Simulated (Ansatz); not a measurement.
## A series in volume scale on CaMg

Free energy against uniform scaling of the volume at fixed shape and fractions; periodic cell, basis, potentials, k mesh and filling as listed. The results are calculated, by Ansatz 0.2.0.

The cell before it is scaled or strained (space group Pmmn, No. 59):
```
CaMg
1.0
      3.6926     0.0000     0.0000
      0.0000     5.8096     0.0000
      0.0000     0.0000     5.9893
Ca Mg
2 2
Direct
  0.00000 0.00000 0.09322
  0.50000 0.50000 0.90678
  0.50000 0.00000 0.58497
  0.00000 0.50000 0.41503
```

Settings of every row: functional PBEsol; dispersion none; potentials PAW; wave cutoff 500 eV; density cutoff 2000 eV; k mesh 6x4x4; k shift 0x0x0; occupations cold; smearing width 0.05 eV; spin none.

Limits: coarse k mesh, up to 40 meV an atom off; the cell comes from a prototype or a list of computed structures and needn't be the stable phase.

```csv
row,volume scale,V (Å³/atom),energy above lowest point (meV/atom)
1,0.88,28.267,21.6
2,0.92,29.552,6
3,0.96,30.837,0
4,1,32.121,?
5,1.04,33.406,10.5
6,1.08,34.691,24.7
7,1.12,35.976,43.5
```

Question: what energy above lowest point should row 4 give?

Worked fit of energy above lowest point. Take u = (V_r/V)^(2/3) − 1 with V_r = 32.121 Å³ an atom, which is twice the finite (Eulerian) strain; such expansions in the strain, on which the Birch-Murnaghan equation of state is built, carry the rest volume and the bulk modulus. The shown rows have u = 0.08895, 0.05715, 0.02757, -0.02581, -0.05002, -0.07278. Least squares give energy above lowest point = 1.92 − 205 × u + 4925 × u² − 1503 × u³ meV/atom; a parabola predicts inner rows, each left out in turn, worse (root mean square 0.28 against 0.036 meV/atom). All shown rows lie on it to the printed digit. Its lowest point lies at u = 0.0210, or V = 31.13 Å³ an atom, and the curvature there gives the bulk modulus at fixed shape and fractions, B = (4/9)(1 + u)² E″(u)/V = 23 GPa. Letting shape and atoms relax would as a rule lower it, by much in layered, chain or molecular crystals. The withheld row has u = 0, so the fit gives 1.92 − 205 × (0) + 4925 × (0)² − 1503 × (0)³ = 1.9 meV/atom.

The calculation gave 1.9 meV/atom. The fit meets it to the printed digit.
